**Question: Why does an empty-state image of Mo(211) brighten so much faster than a filled-state one, and does its contrast reverse?**

I have computed scanning tunnelling images of a clean Mo(211) surface with density functional theory. Each image adds up the states between the Fermi level and the bias; negative bias shows filled states, positive bias empty ones.

Ansatz 0.2.0, PBE with plane waves and PAW, for a nine-layer clean Mo(211) slab: cutoff 420 eV, 18 × 11 × 1 k mesh, Gaussian smearing 0.1 eV, no spin polarization. Tersoff-Hamann images refer to a plane 4 Å above the topmost nucleus, with sample bias counted from the Fermi level; corrugation is taken at constant density, set to the plane's mean.

```csv
bias (V),log10 mean density (log10 of e/angstrom^3),bright over dark,corrugation (Å),brightest over,apparent barrier at 4 angstrom (eV)
-2.000,-4.061,1.668,0.227,between,4.966
-1.000,-4.161,1.706,0.243,between,4.778
-0.500,-4.343,1.752,0.259,between,4.636
-0.250,-4.545,1.689,0.243,between,4.589
0.250,-4.461,1.595,0.231,Mo,4.046
0.500,-4.185,1.638,0.243,Mo,4.080
1.000,-3.690,1.815,0.317,Mo,3.603
1.500,-3.508,2.108,0.405,Mo,3.572
```

On the filled side, going from -0.25 to -2 V makes the plane at 4 Å only about three times denser. On the empty side, going from 0.25 to 1.5 V makes it about nine times denser. The apparent barrier drops by more than 1 eV from one end of the table to the other, although the surface never changes. The brightest spot also switches from "between" to "Mo". Is that a contrast reversal, and what drives the rest?

**Answer**

Start with the two ends of the table. The window at -2 V holds about 19 states per cell and the one at 1.5 V about 17, yet the second image is 3.6 times denser at 4 Å. The number of states therefore can't explain the asymmetry. What differs is how far each state reaches into the vacuum.

An electron outside the metal is in a region where its energy lies below the potential, so its density fades roughly as $e^{-2\kappa z}$ with height $z$. The rate follows from

$$\frac{\hbar^2\kappa^2}{2m}=\phi-E+\frac{\hbar^2k_\parallel^2}{2m}$$

where $m$ is the electron mass, $\phi$ the work function, $E$ the energy counted from the Fermi level and $k_\parallel$ the wave number of the motion along the surface. The left side is the apparent barrier. A state deep below the Fermi level meets a high barrier and fades quickly. A state close to the vacuum level would hardly fade at all, unless much of its energy were tied up in sideways motion.

This makes widening the window a different operation on the two sides. On the filled side, every added slice of energy lies deeper and has a shorter tail. The states below -1 eV make up 63% of those in the -2 V window but supply only 20% of its density at 4 Å. From -0.25 to -2 V the states grow about eleven times but the density only three times. On the empty side there is no such loss: from 0.25 to 1.5 V the states grow 8.8 times and the density 9.0 times. The added states lie higher, yet on average they give about as much density at 4 Å as the first ones, so the image brightens in step with the number of states.

If the tails are responsible, the asymmetry must grow as the plane moves outwards, and it does. The density at 1.5 V is 2.5 times that at -2 V in a plane 3 Å above the top atom, and 5.0 times in a plane at 5 Å. Part of the difference is thus already there at 3 Å. That part also depends on how much of each state sits at the surface in the first place, which a slab of nine layers describes only roughly.

The barrier itself can be estimated without any adjustable number. Take the states between 0.5 and 1 eV, use their middle energy and ignore sideways motion. The barrier is then $4.09-0.75=3.34$ eV, while the fading of this slice between 3 and 5 Å corresponds to 3.37 eV. Such close agreement overstates the accuracy of the model. In every row the tail steepens farther out, a sign that the potential at these heights is still below its vacuum value, and the computed potential is rough where the density is thin.

The next slice, from 1 to 1.5 eV, shows where the simple picture fails. Energy alone gives 2.84 eV, but the computed fading corresponds to 3.50 eV. These states also give less density per state than the slice below them, although they lie higher. Strong sideways motion would have this effect, because it uses up energy that would otherwise help the electron outwards; that it is the cause here is my guess. The estimate falls below the computed barrier in all eight slices, the direction expected when sideways motion is left out. This is weak support: the lower potential near the surface pushes the other way, and between the planes at 3 and 4 Å alone two slices fade more slowly than the estimate.

This also explains why the apparent barrier almost levels off between 1 and 1.5 V. The window gains higher states, but their tails are only slightly longer than the average of those already counted. The tiny rise from 0.25 to 0.5 V, only 0.03 eV, has a similar origin: the added slice fades slightly faster than the first. These two slices contain only some fifty to sixty computed levels each, so I would not look for a deeper reason. The drop of 0.54 eV from -0.25 to 0.25 V is about twice the 0.25 eV that energy alone gives: the filled slice lies 0.35 eV above its estimate, the empty one only 0.06 eV. With so few levels in each, I can't say whether this is more than the particular states of a thin slab.

Now the contrast. It doesn't reverse. Mo(211) consists of ridges of top-layer atoms with troughs between them, and the image stands at least 0.19 Å higher over a top-layer atom than over a trough atom at every bias. The label "Mo" is misleading because, from 0.25 to 1 V, it refers to a third-layer atom lying beneath the line of the ridge. Along that line the image appears nearly flat: its heights over the third-layer and top-layer atoms differ by at most 0.013 Å. A small shift of the brightest point is enough to change the label; from -0.25 to 0.25 V it moves from 0.7 to 0.51 Å off the same third-layer atom.

What does change is the depth of the pattern. Corrugation stays near a quarter of an ångström up to 0.5 V and is 1.67 times larger at 1.5 V. For an exponential tail, the height difference is the logarithm of "bright over dark" divided by the fading rate $2\kappa$. Between these two biases the logarithm grows by a factor of 1.51, while the slower fading contributes only 1.07. Together they give 1.62, slightly less than the computed growth, probably because bright and dark spots don't fade at the rate of the mean: the contrast itself shrinks with height. The deeper relief thus comes mainly from the added empty states, whose density is more uneven between ridge and trough.

For reading an image, this means that ridges and troughs can be identified at any bias in this range, whereas the brightest point along a ridge doesn't locate a top atom. Both statements hold for the s-wave tip assumed here; a tip that images through p or d orbitals could change the relief or even invert it. The brightness ratios should not be carried over to measured currents, because the calculation leaves out the electric field between tip and surface. In the simplest junction, with equal work functions on both sides, that field raises the average barrier for empty sample states and lowers it for filled ones. It therefore works against the asymmetry in the table. The apparent barriers, for their part, describe whichever states dominate at 4 Å and shouldn't be read as work functions.

The output below lists the eight energy slices, each with its density per state and with its barrier beside the estimate.

Printed output of the fit:

```
Energy slices by outer edge:
    row  middle energy (eV)  states  density per state at 4 A (0.000001 e/A3)  barrier from decay (eV)  work function less energy (eV)  excess (eV)
   -2.0                -1.5   11.77                                     1.507                     5.72                            5.59       0.1306
   -1.0               -0.75   3.636                                     6.524                    5.038                            4.84       0.1982
   -0.5              -0.375   1.545                                     10.89                    4.698                           4.465       0.2331
  -0.25              -0.125   1.727                                     16.51                    4.566                           4.215       0.3517
   0.25               0.125   1.929                                     17.92                     4.03                           3.965      0.06492
    0.5               0.375   2.242                                     13.73                    4.111                           3.715       0.3963
    1.0                0.75   5.697                                     24.39                    3.373                            3.34      0.03283
    1.5                1.25   7.152                                     14.83                    3.498                            2.84       0.6581
Mean density at -2 V over that at -0.25 V (ratio): 3.048
Mean density at 1.5 V over that at 0.25 V (ratio): 8.974
States at -2 V over those at -0.25 V (ratio): 10.81
States at 1.5 V over those at 0.25 V (ratio): 8.822
Density at 1.5 V over that at -2 V, plane at 3 A (ratio): 2.515
Density at 1.5 V over that at -2 V, plane at 4 A (ratio): 3.575
Density at 1.5 V over that at -2 V, plane at 5 A (ratio): 5.032
Share of the states at -2 V that lie below -1 eV (percent): 63.01
Share of the density at -2 V that they give at 4 A (percent): 20.42
Apparent barrier at -2 V less that at 1.5 V (eV): 1.394
Apparent barrier at 0.5 V less that at 0.25 V (eV): 0.034
Corrugation at 1.5 V over that at 0.5 V (ratio): 1.667
Logarithm of bright over dark, 1.5 V over 0.5 V (ratio): 1.511
Decay length at 4 A, 1.5 V over 0.5 V (ratio): 1.069
Smallest height of top-row atom over trough atom in the image (A): 0.195
Largest height difference between the two atoms on the ridge line (A): 0.013
```
